**Q:** I built localised orbitals for zinc-blende CdS, starting from S 3p and Cd 4d orbitals placed exactly on the atoms. The optimiser has moved them. The S functions now sit well away from sulfur, and the five Cd functions have fallen into a group of three and a group of two. Is my crystal distorted?

Maximally localised Wannier functions of zinc-blende CdS from Cd 4d and S 3p trial orbitals, computed with Ansatz 0.2.0 (r2SCAN, plane waves, PAW, 500 eV cutoff, 6x6x6 k and Wannier meshes, no spin-orbit coupling). On-site energies are measured from the valence-band top. Centres are Cartesian, with Cd at the origin and S at (1.47, 1.47, 1.47) Å.

| row | function spread (angstrom^2) | function on site (eV) | function x (Å) | function y (Å) | function z (Å) |
| --- | --- | --- | --- | --- | --- |
| 1 | 0.650 | -7.255 | -0.003 | -0.003 | 0.021 |
| 2 | 0.650 | -7.256 | -0.003 | 0.021 | -0.003 |
| 3 | 0.670 | -7.217 | 0.002 | -0.015 | -0.010 |
| 4 | 0.673 | -7.211 | -0.017 | -0.001 | -0.005 |
| 5 | 0.649 | -7.257 | 0.021 | -0.003 | -0.003 |
| 6 | 2.083 | -2.489 | 1.337 | 1.537 | 1.537 |
| 7 | 2.083 | -2.489 | 1.537 | 1.537 | 1.337 |
| 8 | 2.083 | -2.489 | 1.537 | 1.337 | 1.537 |

**A:** Look at the atoms before the functions. Every Cd has four S neighbours at the same distance, 2.545 Å, and the structure keeps the full cubic symmetry of zinc blende, so the crystal is not distorted. What has changed is how the eight highest filled bands are divided among eight functions. Begin with the large contrast in the table and then come to the displacements.

**Q:** The large contrast is easy to see: rows 1 to 5 are narrow and deep, rows 6 to 8 wide and shallow. Is that simply cadmium against sulfur?

**A:** Yes. The spread is the mean square distance of a function from its own centre, and it is about three times larger for the S functions. A Cd 4d electron feels a strongly attractive, poorly screened nucleus, while S 3p is the outer shell of an anion. The same difference puts the S functions 4.75 eV higher in on-site energy, which is the average energy of a function measured from the top of the valence band. Semilocal functionals such as this one generally place Cd 4d too shallow, so the true separation should be larger.

**Q:** Then why does an S function leave its atom? A p orbital has two equal lobes, so its centre should be the nucleus.

**A:** In a free atom it is. In this crystal each line from a Cd neighbour through sulfur has no matching Cd on the far side, so sulfur is not an inversion centre. A p orbital along a cubic axis still stays centred, because the tetrahedral surroundings treat its two ends alike. A mixture of $p_x$, $p_y$ and $p_z$ need not. If its lobe points along the unit vector $(u_x,u_y,u_z)$, symmetry gives the centre an $x$ offset proportional to $u_yu_z$, and likewise for the other two directions.

**Q:** So mixing allows a displacement. Why would the optimiser want one?

**A:** Because it minimises the spread. Mixing the three p orbitals leaves the sum of their mean square distances from the nucleus unchanged. The spread, however, is measured from each function's own centre, and so falls by the square of the offset. Each S function sits 0.163 Å from sulfur, which saves $0.163^2\approx0.027$ Å$^2$. Centred on the atom, it would have a spread of about 2.11 instead of 2.083 Å$^2$. The saving is only about one per cent, but nothing in this simple picture opposes it.

**Q:** Can I tell from the table where the lobes point?

**A:** You can, if you treat the functions as pure p mixtures. Rows 6 to 8 have equal spreads, and their offsets turn into one another when $x$, $y$ and $z$ are exchanged. Their lobes should therefore be, in row order, $(a,b,b)$, $(b,b,a)$ and $(b,a,b)$. Orthogonality requires $2ab+b^2=0$, so either $b=0$ or $b=-2a$. The first choice is the set of cubic axes, which gives no offset; the displaced centres select the second, with lobes such as $(2,-1,2)/3$ for row 8.

**Q:** That looks like an odd direction for a chemical orbital.

**A:** Compare it with the bonds. From sulfur, one Cd lies along $(1,-1,1)$, only 16° from the lobe of row 8, and the centre has moved towards that Cd. Rows 6 and 7 favour two other neighbours in the same way. Sulfur has four bonds but the model gives it only three functions, so the fourth bond, along the [111] line, has no function of its own. The missing partner is S 3s, which lies outside this set of bands; with it, the familiar result would be four equivalent sp$^3$ functions, one for each bond.

**Q:** Why does no lobe point exactly at a Cd atom?

**A:** The bonds are not at right angles, whereas the three p lobes must be. Aim one lobe exactly along a bond and the other two are forced perpendicular to it, where they do less well. The total saving in spread would then be 94% of that from three equal compromises. The optimiser accepts a small misalignment in every function because that serves the sum best.

**Q:** All this rests on the centres. Is there evidence for the lobe directions that doesn't use them?

**A:** The hoppings of the same calculation provide some. A hopping is the energy that couples two functions, and for a p lobe its head-on part scales with the cosine of the angle between lobe and bond. For row 8 the estimate is

$$
\frac{\cos\theta_{\text{favoured}}}{\cos\theta_{[111]}}
=\frac{(2+1+2)/(3\sqrt3)}{(2-1+2)/(3\sqrt3)}
=\frac{5}{3}\approx1.7 .
$$

To compare, I combine the couplings of row 8 to the Cd functions as the root of their summed squares. The favoured bond gives 1.21 eV and the [111] bond 0.79 eV, a ratio of about 1.5.

**Q:** Is that agreement or a near miss?

**A:** It supports the direction but is not a precise test. A lobe along a cubic axis would meet both bonds at the same angle, and the ratio would be 1. The list of hoppings I have stops at the weaker ones, and those left out could put the ratio anywhere between 1.2 and 1.6. The estimate lies above that whole range, as it should, because it omits sideways overlap. Sideways overlap helps most where the lobe meets the bond at a large angle, which is the case on the [111] bond. The analysis printed after this exchange gives these bounds, and no parameter was adjusted to obtain the 5/3.

**Q:** Now the cadmium functions. Rows 1, 2 and 5 agree, while rows 3 and 4 are wider and about 0.04 eV higher. A tetrahedral field splits a d shell into three $t_2$ and two $e$ orbitals. Haven't I just found that splitting?

**A:** The count matches, but the centres show that the groups are different ones. Mixing orbitals within a complete $t_2$ set can move the individual centres, but it cannot change their sum. In a cubic crystal that sum has no direction to choose, so it must vanish about the Cd atom. The same holds for a complete $e$ set. The three S functions illustrate the rule: each is far off its atom, yet their offsets add up to only a few thousandths of an ångström along [111].

**Q:** And the Cd groups break the rule?

**A:** They do. The offsets of rows 1, 2 and 5 add up to 0.026 Å along [111], and those of rows 3 and 4 to nearly the same length the other way. Only the five together cancel. So the three are not a pure $t_2$ set, nor the two a pure $e$ set, and the 0.04 eV is not the crystal-field splitting. As a difference between averages over two mixed groups, it should be smaller than that splitting, and to find the splitting you would need the couplings within the d shell as well as these averages. Spin-orbit coupling, which is absent here, would in any case split the Cd 4d levels by far more than 0.04 eV.

**Q:** Why three and two, then, and why are rows 3 and 4 not even equal to each other?

**A:** The functions have very nearly kept one threefold axis, the [111] line that the S functions left without a lobe of its own. A threefold rotation can carry three functions into one another, and rows 1, 2 and 5 come close to doing just that. Two functions are left over, and a threefold rotation cannot simply swap a pair; it turns each into a mixture of both. That is why the centres of rows 3 and 4 look irregular. It does not by itself make their spreads or energies differ: if the pair as a whole kept the axis exactly, both would be equal. The small differences in the table show that the axis is kept only approximately. The Cd functions presumably mix for the same reason as the S ones, but an offset saves each of them less than 0.0005 Å$^2$, so little holds them to one exact arrangement.

**Q:** That explains the grouping. What makes the pair wider and higher?

**A:** Here I can offer only a likely reason. The four strongest hoppings in the calculation all join row 3 or row 4 to an S function, along the bonds that the S lobes favour. That suggests that the pair has the larger share of $t_2$ character, because $t_2$ orbitals can overlap head-on with the S neighbours and $e$ orbitals cannot. The lead should be modest: the d orbital that points along the [111] bond is pure $t_2$, and by symmetry it belongs to the group of three. Staying orthogonal to the S functions should then cost the pair more: it gives each function a tail on sulfur, which widens it, and it raises the energy. Mixing with S 3s, which lies below these bands and along the bonds couples to $t_2$ but not to $e$, would act the same way. I have no breakdown of the functions by orbital that would confirm this.

**Q:** Would another optimisation single out the same axis?

**A:** Not necessarily. The crystal has four equivalent threefold axes, and a solution built on any of them has the same total spread. The bands do not depend on that choice, although the individual centres and hoppings do. For a model of the material, keep all eight functions and their couplings together, and add up the centres of a shell before reading a displacement as physics.

**Q:** And if I repeated this for a rock-salt crystal?

**A:** There the anion is an inversion centre, with a neighbour at both ends of every bond line. Mixing its p orbitals then produces no offset and saves no spread, so this reason for leaving the atom disappears. In CdS the functions move because each bond has a Cd at one end of its line through sulfur and none at the other.

Printed output of the fit:

```
Offset of each centre from its own atom in angstrom:
  row  x offset  y offset  z offset   length
    1    -0.003    -0.003     0.021  0.02142
    2    -0.003     0.021    -0.003  0.02142
    3     0.002    -0.015     -0.01  0.01814
    4    -0.017    -0.001    -0.005  0.01775
    5     0.021    -0.003    -0.003  0.02142
    6   -0.1327   0.06728   0.06728   0.1633
    7   0.06728   0.06728   -0.1327   0.1633
    8   0.06728   -0.1327   0.06728   0.1633
mean on-site energy of the five d functions (eV): -7.239
p on-site less d on-site, means (eV): 4.75
mean spread of the d functions (angstrom^2): 0.6584
spread ratio p over d: 3.164
ratio of root spreads p over d: 1.779
spread saved per p function by its offset (angstrom^2): 0.02667
p spread if centred on S (angstrom^2): 2.11
largest spread saved by a d offset (angstrom^2): 0.000459
row 6 offset along its favoured bond (angstrom): 0.1543
angle of lobe (-1,2,2) to its favoured bond (degrees): 15.79
angle of the same lobe line to the [111] bond (degrees): 54.74
saving with one lobe exactly on a bond, as share of the saving found: 0.9375
row 8 combined listed hopping on favoured bond (eV): 1.211
row 8 combined listed hopping on [111] bond (eV): 0.7922
ratio of these listed hoppings: 1.528
lowest ratio that unlisted hoppings allow: 1.198
highest ratio that unlisted hoppings allow: 1.595
ratio expected from sigma overlap alone: 1.667
summed offset of rows 6 7 8 along [111] (angstrom): 0.003179
summed offset of rows 1 2 5 along [111] (angstrom): 0.02598
summed offset of rows 3 4 along [111] (angstrom): -0.02656
on-site of rows 3 4 less rows 1 2 5, means (eV): 0.042
spread of rows 3 4 less rows 1 2 5, means (angstrom^2): 0.02183
```
